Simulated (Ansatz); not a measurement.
## [GeH3]− (SMILES [GeH3-]): the energy, rung by rung

[GeH3]− has 4 atoms, charge -1, and is taken as a singlet. SMILES: `[GeH3-]`. Geometry: a GFN2-xTB relaxation, a rough one for these elements and not checked as a minimum.

```xyz
4

Ge    0.4689   -0.2750   -0.5421
H     0.9350    0.1543    1.0892
H    -0.9409   -1.0906    0.1022
H    -0.4631    1.2113   -0.6494
```

Quantity: the energy change with the Ge1–H4 bond stretched from 1.758 to 3.515 Å, in eV. The values are calculated.

| level | kind | program | value (eV) | less FCI/STO-3G |
| --- | --- | --- | --- | --- |
| HF/STO-3G (restricted) | Hartree–Fock | Ansatz | 6.32 | +2.03 |
| BLYP/STO-3G (restricted) | GGA | Ansatz | 4.45 | +0.16 |
| r2SCAN/STO-3G (restricted) | meta-GGA | Ansatz | 4.90 | +0.61 |
| B3LYP/STO-3G (restricted) | global hybrid | Ansatz | 5.00 | +0.71 |
| wB97M-V/STO-3G (restricted) | range-separated hybrid | Ansatz | 5.71 | +1.42 |
| wB97X/STO-3G (restricted) | range-separated hybrid | Ansatz | 5.91 | +1.62 |
| MP2/STO-3G (restricted) | perturbation theory | Ansatz | 5.36 | +1.07 |
| BCCD(T)/STO-3G (restricted) | coupled cluster or CI | Ansatz | 4.26 | -0.03 |
| FCI/STO-3G | exact in the basis | Ansatz | 4.29 | 0.00 |

FCI/STO-3G is exact within its basis and frozen core, so for wave-function methods in that basis the difference is their error; functionals converge differently with the basis, so for them it is only a difference. A spin-restricted reference rises too steeply as a bond breaks; here HF/STO-3G, r2SCAN/STO-3G, B3LYP/STO-3G, wB97M-V/STO-3G, wB97X/STO-3G, MP2/STO-3G lie well above the multireference or unrestricted value. All-electron rows without a relativistic Hamiltonian named are non-relativistic. Sets without diffuse functions describe the anion poorly. The first shape isn't each level's own minimum. The values span 4.26 to 6.32 eV. All rows use very small basis sets, so none should be taken for the real molecule's value. In the correlated wave-function rows the outer d shell of Ge is correlated, in sets not made for it.

Stretching the Ge–H bond costs 4.29 eV at the FCI level, while restricted Hartree–Fock gives 6.32 eV. The gap is mostly left–right correlation: as the σ and σ* orbitals approach each other in energy, a single closed-shell determinant keeps too much ionic character and cannot place one electron on each fragment. MP2 removes only about half of the excess, since low-order perturbation theory is poorly suited to a near-degeneracy. BCCD(T) comes within 0.03 eV of FCI, but this agreement at one stretched geometry does not guarantee the same further out, where perturbative triples can fail.

Among the functionals, the hybrids lie above BLYP and the range-separated ones highest, probably because semilocal exchange mimics some of the left–right correlation that exact exchange lacks. r2SCAN, which has no exact exchange yet lies well above BLYP, shows that the exchange fraction is not the only factor. The starting bond is already long for a terminal Ge–H bond, so the energy change probably misses part of the cost of stretching from equilibrium.
